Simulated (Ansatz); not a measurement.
# La2O: energy above lowest point and pressure against volume per atom

Equation of state of a cubic crystal from periodic Kohn-Sham density functional theory without spin; pressure corrected for the finite basis. The results are calculated, by Ansatz 0.2.0 development build.

Cell of the first row (space group Fm-3m, No. 225):
```
La2O
1.0
      0.0000     3.1287     3.1287
      3.1287     0.0000     3.1287
      3.1287     3.1287     0.0000
La O
2 1
Direct
  0.25000 0.25000 0.25000
  0.75000 0.75000 0.75000
  0.00000 0.00000 0.00000
```

Settings of every row: formula La2O; structure type antifluorite; functional PBE; spin treatment none; k mesh 29x29x29; occupation method fermi-dirac; occupation width 0.061225619 eV; wave cutoff 420 eV; datasets soft-1 PAW; density cutoff ratio 4.

Limits: a cubic model structure, not a phase known at ambient conditions; some atoms lie unusually close (a squeezed, shaken or made-up cell).

```
row  volume per atom (Å³)  energy above lowest point (meV/atom)  pressure (GPa)
  1                20.418                                 19.03           5.062
  2                20.852                                     ?               ?
  3                21.287                                  1.78           1.435
  4                21.721                                     0           -0.09
  5                22.156                                  2.12          -1.448
  6                 22.59                                  7.72           -2.66
  7                23.025                                 16.43          -3.741
```

Question: what energy above lowest point and pressure should row 2 give?

Worked fit of energy above lowest point. Take u = (V_r/V)^(2/3) − 1 with V_r = 21.938 Å³ an atom, which is twice the finite (Eulerian) strain; such expansions in the strain, on which the Birch-Murnaghan equation of state is built, carry the rest volume and the bulk modulus. The shown rows have u = 0.04903, 0.02029, 0.00665, -0.00657, -0.01934, -0.03173. Least squares give energy above lowest point = 0.596 − 161.7 × u + 10762.7 × u² + 4149 × u³ meV/atom; a parabola predicts inner rows, each left out in turn, worse (root mean square 0.082 against 0.003 meV/atom). All shown rows lie on it to the printed digit. Its lowest point lies at u = 0.0075, or V = 21.69 Å³ an atom, and the curvature there gives the bulk modulus at fixed shape and fractions, B = (4/9)(1 + u)² E″(u)/V = 72.3 GPa. The withheld row has u = 0.03443, so the fit gives 0.596 − 161.7 × (0.03443) + 10762.7 × (0.03443)² + 4149 × (0.03443)³ = 7.96 meV/atom.

The calculation gave 7.95 meV/atom. The fit lies 0.01 meV/atom (0.053 % of the column's range) above it, one unit of the last digit.

Worked fit of pressure. Take u = (V_r/V)^(2/3) − 1 with V_r = 21.938 Å³ an atom, which is twice the finite (Eulerian) strain; such expansions in the strain, on which the Birch-Murnaghan equation of state is built, carry the rest volume and the bulk modulus. The shown rows have u = 0.04903, 0.02029, 0.00665, -0.00657, -0.01934, -0.03173. Least squares give pressure = −0.7869 + 102.872 × u + 318.53 × u² + 334.1 × u³ GPa; a parabola predicts inner rows, each left out in turn, worse (root mean square 0.0067 against 0.002 GPa). The rows lie off it by 0.000, 0.001, -0.001, 0.001, 0.000, 0.000. The pressure vanishes at u = 0.0075, or V = 21.69 Å³ an atom, and there the bulk modulus at fixed shape and fractions is B = −V dP/dV = (2/3)(1 + u) dP/du = 72.3 GPa. The withheld row has u = 0.03443, so the fit gives −0.7869 + 102.872 × (0.03443) + 318.53 × (0.03443)² + 334.1 × (0.03443)³ = 3.146 GPa.

The calculation gave 3.145 GPa. The fit lies 0.001 GPa (0.011 % of the column's range) above it, one unit of the last digit.
